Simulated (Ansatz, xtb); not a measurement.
C5H6Si: which of two isomers lies lower

Structure X is `C#CC#CC[SiH3]`, a singlet and structure Y is `C#CC([SiH3])C#C`, a singlet. Both are isolated molecules in the gas phase, relaxed with B3LYP-D3(BJ)/def2-SVP.

X (Å):

```xyz
12

C    -3.7495    1.4345    1.3486
C    -2.6853    0.9644    0.9869
C    -1.4874    0.4340    0.5815
C    -0.4229   -0.0323    0.2085
C     0.8473   -0.6166   -0.1701
Si    1.6103   -1.6509    1.2462
H    -4.6872    1.8490    1.6663
H     1.5710    0.1689   -0.4531
H     0.7298   -1.2716   -1.0520
H     0.6834   -2.7582    1.6071
H     1.8419   -0.7779    2.4293
H     2.9091   -2.2158    0.7768
```

Y (Å):

```xyz
12

C    -2.0915    0.7306    2.2683
C    -1.1859    0.5038    1.4967
C    -0.1312    0.1797    0.5373
C     1.1648   -0.1147    1.1470
C     2.2384   -0.4088    1.6242
Si   -0.6876   -1.3376   -0.5203
H    -2.8864    0.9414    2.9581
H    -0.0164    1.0187   -0.1752
H     0.3630   -1.6129   -1.5389
H    -0.8607   -2.5066    0.3801
H    -1.9733   -0.9988   -1.1907
H     3.1899   -0.6575    2.0542
```

Energies in hartree; the thermal terms are from GFN2-xTB frequencies at re-optimised GFN2-xTB minima (ideal gas, soft modes damped towards free rotors, one conformer each, 298.15 K, 1 atm) and include the zero-point energy:

```
                              X           Y
E, CCSD(T)/def2-SVP  −482.226477  −482.210289
    E, MP2/def2-SVP  −482.145690  −482.127480
  E, MP2/def2-TZVPP  −482.617512  −482.601017
  zero-point energy     0.078169     0.077606
       H(298 K) − E     0.087570     0.086972
       G(298 K) − E     0.045570     0.045255
```

**Question.** Correct the CCSD(T) difference for the basis set by the MP2 change, then work out ΔE, ΔE₀, ΔH and ΔG for X → Y in kJ/mol (1 Eh = 2625.50 kJ/mol) and the equilibrium ratio [Y]/[X].

**Answer.** 1. Differences Y − X: CCSD(T) +0.016188, MP2 in the small set +0.018210, MP2 in the large set +0.016495 Eh.
2. ΔE = +0.016188 + (+0.016495 − (+0.018210)) = +0.014473 Eh = +38.00 kJ/mol.
3. ΔE₀ = ΔE + ΔZPE = +0.014473 + (−0.000563) Eh = +36.52 kJ/mol.
4. ΔH = ΔE + (−0.000598) Eh = +36.43 kJ/mol.
5. ΔG = ΔE + (−0.000315) Eh = +37.17 kJ/mol, so ΔS = (ΔH − ΔG)/T = −2.5 J/(mol K).
6. kT = 0.9442 mEh, so K = [Y]/[X] = exp(−ΔG/kT) = exp(−14.99) ≈ 3.1 × 10^−7.

Structure X is favoured at this temperature. An error of 4 kJ/mol in ΔG would change K by a factor of 5. Mirror images and further conformers aren't counted.

As drawn, both hold the same kinds of bond in the same numbers.

Other levels gave ΔE = +35.9 (GFN2-xTB); +52.4 (HF/STO-3G, GFN2-xTB geometries); +69.7 (r2SCAN-D4/def2-SVP, GFN2-xTB geometries); +59.9 (B3LYP-D3(BJ)/def2-SVP); +39.4 (HF/def2-SVP); +47.8 (MP2/def2-SVP); +42.5 (CCSD(T)/def2-SVP) kJ/mol. The correlated steps freeze 10 core orbitals. Programs: Ansatz 0.2.0, xtb 6.7.1.

The terminal silyl diyne X lies well below its skipped isomer Y, and the preference is almost entirely electronic: zero-point and thermal terms shift the 38.00 kJ/mol gap only slightly, and entropy barely matters. Although the formal bond count is the same, the bonds differ in hybridisation. X joins its two alkynes through a short, strong sp–sp single bond that allows π conjugation, whereas in Y a saturated carbon separates them and both links are sp–sp3. Hyperconjugation from the C–Si bond is available in both isomers, but in X it feeds an extended π system, which probably adds to the preference.

Every level listed puts X lower, so the ordering is secure even though the size of the gap is not. The two density functionals give much larger gaps than CCSD(T) in the same basis, possibly because they over-stabilise the delocalised diyne. The equilibrium ratio does not imply that Y would convert readily to X, since that requires moving the silyl group and a hydrogen along the five-carbon chain and no barrier was computed.
